## Results and discussion: how much lone pair does a thiol sulfur keep?

The quadrupole coupling of $^{33}$S measures how unevenly charge is arranged around the sulfur nucleus. Together with the asymmetry of that arrangement it sets the frequency of nuclear quadrupole resonance in a solid, and it strongly influences the NMR line width in solution. The table holds PBE0 results for the thiol group, S–H, on seven carriers: five aromatic rings and two saturated fluoroalkyl groups. The question is whether the ring compounds and a simple picture of the sulfur 3p shell are enough to forecast the two saturated ones.

PySCF 2.14.0 calculations (PBE0/pcSseg-1, density fitting, non-relativistic, gas phase) on GFN2-xTB geometries of thiols; the carrier of the S–H group is given as SMILES, with * marking the bond to sulfur. The marked atom is this sulfur. Its gradient is the electric field gradient's principal value of largest magnitude, and the coupling eQq/h uses Q(33S) = -0.06781 barn.

```
              carrier   formula  atoms on the carrying C  bond to the carrier (Å)  sum of bond angles at the marked atom (°)  torsion about that bond, heaviest neighbours (°)  gradient, marked atom (a.u.)  asymmetry  quadrupole coupling (MHz)  IAO charge of the marked atom (e)
           *c1ccnnc1F  C4H3FN2S                      C C                    1.751                                         96                                                 0                        -2.560       0.80                      40.79                               0.06
     *c1cc(CC=C)ccc1F    C9H9FS                      C C                    1.766                                         96                                                 1                        -2.662       0.74                      42.42                               0.02
*c1ccc(C(F)=C(F)F)cc1   C8H5F3S                      C C                    1.760                                         96                                                 0                        -2.630       0.79                      41.90                               0.03
      *c1ccc(C=C)cc1F    C8H7FS                      C C                    1.762                                         96                                                 0                        -2.636       0.75                      42.01                               0.02
      *c1cccc(F)c1C=C    C8H7FS                      C C                    1.769                                         95                                                 0                        -2.636       0.81                      41.99                               0.02
              *CC(F)F   C2H4F2S                    C H H                        ?                                         96                                                53                             ?          ?                          ?                                  ?
            *C(F)(F)F     CHF3S                    F F F                        ?                                         94                                                60                             ?          ?                          ?                                  ?
```

The five ring couplings lie close together, with a mean of 41.8 MHz. Only the fluorinated diazine, `*c1ccnnc1F`, stands apart, 1.3 MHz below the mean of the other four. It also has the shortest C–S bond and the most positive sulfur of the five. All three features fit a sulfur that gives more electron density to an electron-poor ring, though a single compound cannot establish that cause. The other four couplings differ by about half a megahertz, too little to interpret with a small basis and one conformer each.

### From 3p electrons to a coupling

The C–S–H angle is close to 90°, so sulfur bonds mainly through the two 3p orbitals in the C–S–H plane. The third 3p orbital stands perpendicular to that plane and holds a lone pair. In the Townes–Dailey picture, the gradient component along axis $i$ depends on how much fuller the 3p orbital on that axis is than the other two:

$$V_i=-q\left[n_i-\tfrac12(n_j+n_k)\right],\qquad q=\tfrac45\langle r^{-3}\rangle .$$

Here $n$ is the number of electrons in each 3p orbital, and $\langle r^{-3}\rangle$ is the mean inverse cube of their distance from the nucleus. The full lone-pair orbital should therefore give a large negative component, which is the sign found in all five ring compounds. Assigning that component to the lone pair is an argument from bonding, not a reading of computed axes.

The asymmetry, 0 for two equal smaller components and 1 when one of the three vanishes, describes the other two directions. Its high values here mean that the two in-plane directions are very unequal. The difference between their components equals the asymmetry times the size of the gradient, and averages 2.04 a.u. over the ring compounds. If only the lone pair changes, this difference stays fixed, so a larger gradient must come with a smaller asymmetry.

### A forecast for saturated carbon

In the ring compounds the S–H bond lies in the ring plane. The lone pair then points along the ring's π orbitals and can spread into them. A saturated carbon has no π system and can accept lone-pair density only through the antibonding orbitals of its single bonds, which is usually a weaker effect. Sulfur should therefore keep more of its lone pair, and the coupling should rise.

For the size of the rise I assume that sulfur keeps 0.05 electron more, a guess at the order of magnitude. With a rough recalled atomic value of 4.8 a.u. for $\langle r^{-3}\rangle$, $q=0.8\times4.8=3.84$ a.u. The gradient then grows by $0.05\times3.84=0.192$ a.u. At 15.93 MHz per a.u. this is 3.06 MHz, and the forecast becomes $41.82+3.06=44.88$ MHz.

The asymmetry follows from the same step. The mean gradient of the ring compounds, 2.625 a.u. in size, grows to 2.817 a.u., and $2.042/2.817$ gives about 0.72.

For the difluoroethyl carrier, `*CC(F)F`, the forecast is 44.9 ± 4 MHz with an asymmetry of 0.72 ± 0.10. For trifluoromethyl, `*C(F)(F)F`, it is 44.9 ± 5 MHz and 0.72 ± 0.15. The second ranges are wider because fluorine on the carrying carbon acts in two ways: it pulls density out of the C–S bond, which raises the gradient, and its C–F antibonding orbitals accept lone-pair density, which lowers it. I take the two as cancelling. The ranges are judgements, not statistical errors. The coupling should stay positive, although an asymmetry near 1 would put its sign at risk.

The withheld rows as computed:

```
  carrier  formula  atoms on the carrying C  bond to the carrier (Å)  sum of bond angles at the marked atom (°)  torsion about that bond, heaviest neighbours (°)  gradient, marked atom (a.u.)  asymmetry  quadrupole coupling (MHz)  IAO charge of the marked atom (e)
  *CC(F)F  C2H4F2S                    C H H                    1.829                                         96                                                53                        -3.027       0.63                      48.23                              -0.06
*C(F)(F)F    CHF3S                    F F F                    1.827                                         94                                                60                        -3.051       0.67                      48.62                              -0.03
```

### Right direction, half the size

Both couplings rise and stay positive, and all four values fall within their ranges. The couplings, 48.2 and 48.6 MHz, nevertheless lie well above the central forecast, which is too low by 3.3 and 3.7 MHz. The actual rise from the ring mean is about twice the assumed one. Carrying the ring mean over unchanged would have missed by 6.4 and 6.8 MHz, so the forecast removes roughly half of the error. The lone-pair argument supplied the direction of that step; its size was a guess.

The asymmetries, 0.63 and 0.67, are lower than forecast, as they should be if the gradient grows more than assumed. The in-plane difference hardly moves for trifluoromethyl and falls by about 7% for difluoroethyl, while the negative component grows by 16% and 15%, respectively. That is the pattern expected when the main change is in the lone pair. The test is only partial, because emptying both in-plane orbitals equally would also leave their difference unchanged.

The atomic charge helps to separate these two possibilities. Relative to the ring mean, sulfur is more negative by 0.09 e in the difluoroethyl compound and by 0.06 e in the trifluoromethyl one. It has gained electrons overall, whereas emptying the in-plane orbitals alone would have made it more positive. The charge does not say which orbital holds the extra electrons, but more density in the in-plane orbitals would have lowered the coupling, so a fuller lone pair is the more natural reading. On the model's rough scale of 61 MHz per electron the observed rise corresponds to about a tenth of an electron.

The miss does not show which assumption was too small. The retained density and $q$ enter the forecast only as a product, and a modest loss of in-plane density could add to the rise. The two saturated couplings differ by just 0.4 MHz, which is compatible with the assumed cancellation of the fluorine effects. It does not confirm it, because the difluoroethyl carrier also contains fluorine, one carbon further from sulfur, and is no neutral reference. The output printed after this text lists the components and misses for each compound.

What remains open is how much of the rise belongs to the lost conjugation. Between the two groups of compounds the type of carbon, the orientation of S–H and the substituents all change together, and the table has no fluorine-free alkyl thiol for comparison. Turning S–H out of the ring plane in one of the aromatic thiols would keep the carbon and its substituents and weaken mainly the overlap with the ring. If the coupling then climbed towards 48 MHz, conjugation would account for most of the difference; if it stayed near 42 MHz, the type of carbon and its substituents would be the more likely source.

Output of the analysis:

```
mean coupling of the five ring rows, MHz: 41.82
range of the five ring couplings, MHz: 1.63
diazine coupling less mean of the other four ring rows, MHz: -1.29
coupling per unit of gradient, MHz per a.u.: 15.93
rough coupling per electron in the lone pair, MHz: 61.18
diazine drop as lone-pair electrons, order of magnitude only: 0.02108
rise assumed for saturated carbon, MHz: 3.059
mean in-plane difference of the ring rows, a.u.: 2.042
range of that difference in the ring rows, percent of mean: 8.096
trifluoromethyl less difluoroethyl coupling, MHz: 0.39
Principal components in a.u.:
                    row  negative  positive  remaining  in-plane difference
             *c1ccnnc1F     -2.56     2.304      0.256                2.048
       *c1cc(CC=C)ccc1F    -2.662     2.316     0.3461                 1.97
  *c1ccc(C(F)=C(F)F)cc1     -2.63     2.354     0.2761                2.078
        *c1ccc(C=C)cc1F    -2.636     2.307     0.3295                1.977
        *c1cccc(F)c1C=C    -2.636     2.386     0.2504                2.135
                *CC(F)F    -3.027     2.467       0.56                1.907
              *C(F)(F)F    -3.051     2.548     0.5034                2.044
Ring mean or forecast (bars of ring rows are their full range):
                    row  coupling forecast MHz  bar MHz  computed MHz  miss MHz  asymmetry forecast   bar  asymmetry miss
             *c1ccnnc1F                  41.82     1.63         40.79     1.032               0.778  0.07          -0.022
       *c1cc(CC=C)ccc1F                  41.82     1.63         42.42    -0.598               0.778  0.07           0.038
  *c1ccc(C(F)=C(F)F)cc1                  41.82     1.63          41.9    -0.078               0.778  0.07          -0.012
        *c1ccc(C=C)cc1F                  41.82     1.63         42.01    -0.188               0.778  0.07           0.028
        *c1cccc(F)c1C=C                  41.82     1.63         41.99    -0.168               0.778  0.07          -0.032
                *CC(F)F                  44.88        4         48.23    -3.349              0.7248   0.1         0.09478
              *C(F)(F)F                  44.88        5         48.62    -3.739              0.7248  0.15         0.05478
Change from the ring mean:
                    row  coupling MHz  negative component a.u.  in-plane difference a.u.  sulfur charge e  bond in angstrom
             *c1ccnnc1F        -1.032                   0.0648                  0.006452             0.03           -0.0106
       *c1cc(CC=C)ccc1F         0.598                  -0.0372                  -0.07167            -0.01            0.0044
  *c1ccc(C(F)=C(F)F)cc1         0.078                  -0.0052                   0.03615                0           -0.0016
        *c1ccc(C=C)cc1F         0.188                  -0.0112                  -0.06455            -0.01            0.0004
        *c1cccc(F)c1C=C         0.168                  -0.0112                   0.09361            -0.01            0.0074
                *CC(F)F         6.408                  -0.4022                   -0.1345            -0.09            0.0674
              *C(F)(F)F         6.798                  -0.4262                  0.002622            -0.06            0.0654
```
